The atomization energy is the energy of the free atoms less that of the molecule, both at the same level of theory. Here it is purely electronic, without zero-point or spin-orbit terms, for a fluorocyclopropane that carries an AlH₂ group. Four methods meet basis sets of growing size. The column "less CCSD(T) at the limit" gives the whole error of a row against the reference, a focal-point estimate of CCSD(T) at the basis limit, and "less the same method at the limit" gives the part due to the basis.

Electronic atomization energies of gas-phase C3H6AlF (SMILES FC1C[CH]1[AlH2]), computed with Ansatz 0.2.0 at the PBE0-D4/def2-TZVP geometry with frozen cores. At the limit, HF and the MP2 correlation are extrapolated from def2-TZVPP and def2-QZVPP, while CCSD and CCSD(T) add their def2-TZVPP difference from MP2 to the MP2 limit. The CCSD(T) limit, used as the reference, is thus a focal-point estimate and not a direct extrapolation of CCSD(T).

```
 method       basis  basis functions  atomization energy (kcal/mol)  less CCSD(T) at the limit (kcal/mol)  less the same method at the limit (kcal/mol)
     HF    def2-SVP              104                         721.19                               -240.04                                         11.95
    MP2    def2-SVP              104                         934.25                                -26.98                                        -44.75
   CCSD    def2-SVP              104                         911.52                                -49.71                                        -35.82
CCSD(T)    def2-SVP              104                         920.99                                -40.24                                        -40.24
     HF  def2-TZVPP              250                         707.83                               -253.40                                         -1.41
    MP2  def2-TZVPP              250                         955.99                                 -5.24                                        -23.01
   CCSD  def2-TZVPP              250                         924.33                                -36.90                                        -23.01
CCSD(T)  def2-TZVPP              250                         938.22                                -23.01                                        -23.01
     HF  def2-QZVPP              478                         709.04                               -252.19                                         -0.19
    MP2  def2-QZVPP              478                         969.61                                  8.38                                         -9.39
     HF       limit              n/a                         709.24                               -252.00                                          0.00
    MP2       limit              n/a                         979.00                                 17.77                                          0.00
   CCSD       limit              n/a                         947.34                                -13.89                                          0.00
CCSD(T)       limit              n/a                         961.23                                  0.00                                          0.00
```

In def2-TZVPP, MP2 lies only 5 kcal/mol below the reference, while the more complete CCSD(T) lies 23 below. The ranking is deceptive. Against the focal-point reference, MP2 overbinds by 18 kcal/mol at its own limit, and the finite basis takes 23 away. A better basis removes the second error and exposes the first, so that MP2 in def2-QZVPP already overshoots. The 18 is not a separate result at the limit, however: it is the gap between MP2 and CCSD(T) in def2-TZVPP, carried over unchanged. In def2-SVP that gap is only 13.

The basis error comes mainly from the way electrons avoid each other. Where two electrons of opposite spin meet, the exact wavefunction has a cusp, which products of smooth orbitals build up slowly. The molecule's own MP2 energies fit this picture: opposite-spin pairs hold 77% of the correlation found in def2-TZVPP, but 86% of the further gain in def2-QZVPP. Bond formation brings more such pairs close together, so a small basis shortchanges the molecule more than the atoms.

The hydrogen molecule shows this in its simplest form. Each free hydrogen atom has one electron and no correlation, so the whole correlation error of the new pair enters the binding energy. In the present molecule the atoms already contain pairs, and only about a third of the molecular gain just mentioned survives in the atomization energy. The comparison ends there, because free hydrogen atoms have no correlation that a method could miss.

The heavier atoms do have such correlation, and this decides the method error. In def2-TZVPP, CCSD finds about 24 kcal/mol more correlation energy in the molecule than MP2 does, yet the atomization energy falls by 32. The free atoms must therefore gain about 55. MP2 overbinds not because it gives the molecule too much correlation, but because it misses even more in the atoms. A likely cause is that free carbon and aluminium atoms have empty p orbitals not far above their filled valence s shell. An s pair can be excited into them easily, an effect that second-order theory tends to underestimate. Triple excitations, the (T) in CCSD(T), return 14 kcal/mol of binding. Triples are thus only 1.5% of the binding, but far too much to leave out of a thermochemical result.

Hartree–Fock (HF) has no such correlation to converge and is within 2 kcal/mol of its limit in def2-TZVPP, yet it lacks a quarter of the binding. In def2-SVP it lies 12 kcal/mol above that limit. This hides part of the correlation deficit in CCSD(T)/def2-SVP, so that the total error against the focal-point reference is 40 instead of 52 kcal/mol. Perhaps atoms in the molecule borrow basis functions from their neighbours, a cause not tested here.

Since MP2 and CCSD(T) face the same cusp, their difference should depend less on the basis than either energy does. A basis correction can therefore be taken from MP2. With D for the atomization energy,

D(CCSD(T), large) ≈ D(CCSD(T), small) + D(MP2, large) − D(MP2, small).

From def2-SVP to def2-TZVPP this can be checked against a CCSD(T) value that does not enter the estimate:

920.99 + (955.99 − 934.25) = 942.73 kcal/mol.

The computed value is 938.22, so the estimate is 4.5 too high. That is a useful improvement on the 17 kcal/mol error of making no correction, but it is not exact. For CCSD the same rule misses by 8.9 kcal/mol; in CCSD(T) the growth of the triples with the basis offsets about half of that.

The reference applies the same rule from def2-TZVPP to the limit, which is why the three correlated methods show identical basis errors in def2-TZVPP. The 23 kcal/mol listed there for CCSD and CCSD(T) is MP2's basis error, not one found for them independently. If the miss shrinks about as fast as the correlation error itself, the reference may be 2 to 3 kcal/mol too high. The MP2 limit is uncertain as well. It assumes a correlation error falling nearly as X⁻³, where X is 2, 3 and 4 for the three basis sets, but from the first basis step that law predicts a correlation gain of 8.5 kcal/mol for the second, instead of the computed 12.4.

An X⁻² law reproduces that step and would put the limit about 7 kcal/mol higher. Theory favours X⁻³ for large basis sets, and def2-SVP is probably too small to obey it; three basis sets do not settle the matter. The output below gives both laws and the additive test.

For this molecule the sensible choice is CCSD(T)/def2-TZVPP with the MP2 basis correction. That is the reference itself, so its zero error in the table is no test of it, and it should be trusted only to several kcal/mol. By leading operation counts, triples cost about 60 times more in def2-TZVPP than in def2-SVP, and another 16 times more in def2-QZVPP. A cheaper route joins the MP2 limit to the CCSD(T)–MP2 difference from def2-SVP and lands 4.5 kcal/mol above the reference, by construction the same miss as in the test above. MP2/def2-TZVPP alone is cheaper still, but its small error depends on a cancellation that need not carry over.

Predicting an equilibrium sets a stricter standard. At room temperature about 1.4 kcal/mol in a reaction free energy changes an equilibrium constant tenfold. Some of the errors seen here may cancel between reactants and products, but how much must be checked for the reaction itself. An atomization energy good to 1 kcal/mol would need coupled-cluster calculations in larger basis sets, or explicitly correlated ones that build the cusp into the wavefunction, and a comparison with experiment would also need the core correlation, relativistic and zero-point terms left out here. It would need a conformer search too, since only one conformer was computed and it may not be the lowest.

Numerical output:

```
MP2 method error at the limit, kcal/mol: 17.77
Correlation share of the CCSD(T) limit, percent: 26.22
CCSD less MP2 in TZVPP, kcal/mol: -31.66
Triples in SVP, kcal/mol: 9.47
Triples in TZVPP, kcal/mol: 13.89
Correlation part of the CCSD(T)/SVP basis error, kcal/mol: -52.19
CCSD(T)/TZVPP error per bond (11 bonds), kcal/mol: -2.092
MP2 correlation gain SVP to TZVPP, kcal/mol: 35.1
MP2 correlation gain TZVPP to QZVPP, kcal/mol: 12.41
The same gain predicted by X^-3 from the step before, kcal/mol: 8.544
The same gain predicted by X^-2 from the step before, kcal/mol: 12.29
MP2 correlation still missing beyond QZVPP by X^-3, kcal/mol: 9.056
MP2 correlation still missing beyond QZVPP by X^-2, kcal/mol: 15.96
Opposite-spin share of the molecular MP2 gain TZVPP to QZVPP, percent: 86.34
Part of that molecular gain that survives in the atomization energy, percent: 32.17
Total gain SVP to TZVPP of MP2, kcal/mol: 21.74
Total gain SVP to TZVPP of CCSD, kcal/mol: 12.81
Total gain SVP to TZVPP of CCSD(T), kcal/mol: 17.23
CCSD(T)/TZVPP predicted from MP2/TZVPP and the SVP gap, kcal/mol: 942.7
Miss of this additive prediction for CCSD(T), prediction less computed, kcal/mol: 4.51
Miss of the additive prediction for CCSD, prediction less computed, kcal/mol: 8.93
Rough further miss beyond TZVPP for CCSD(T) if the gap follows X^-3, kcal/mol: 1.899
Rough further miss beyond TZVPP for CCSD(T) if it shrinks like MP2 correlation, kcal/mol: 2.775
Formal cost of triples, TZVPP over SVP (virtuals to the 4th power): 61.68
Formal cost of triples, QZVPP over TZVPP (virtuals to the 4th power): 16.14
Formal cost of conventional MP2, QZVPP over TZVPP (functions to the 4th power): 13.36
```
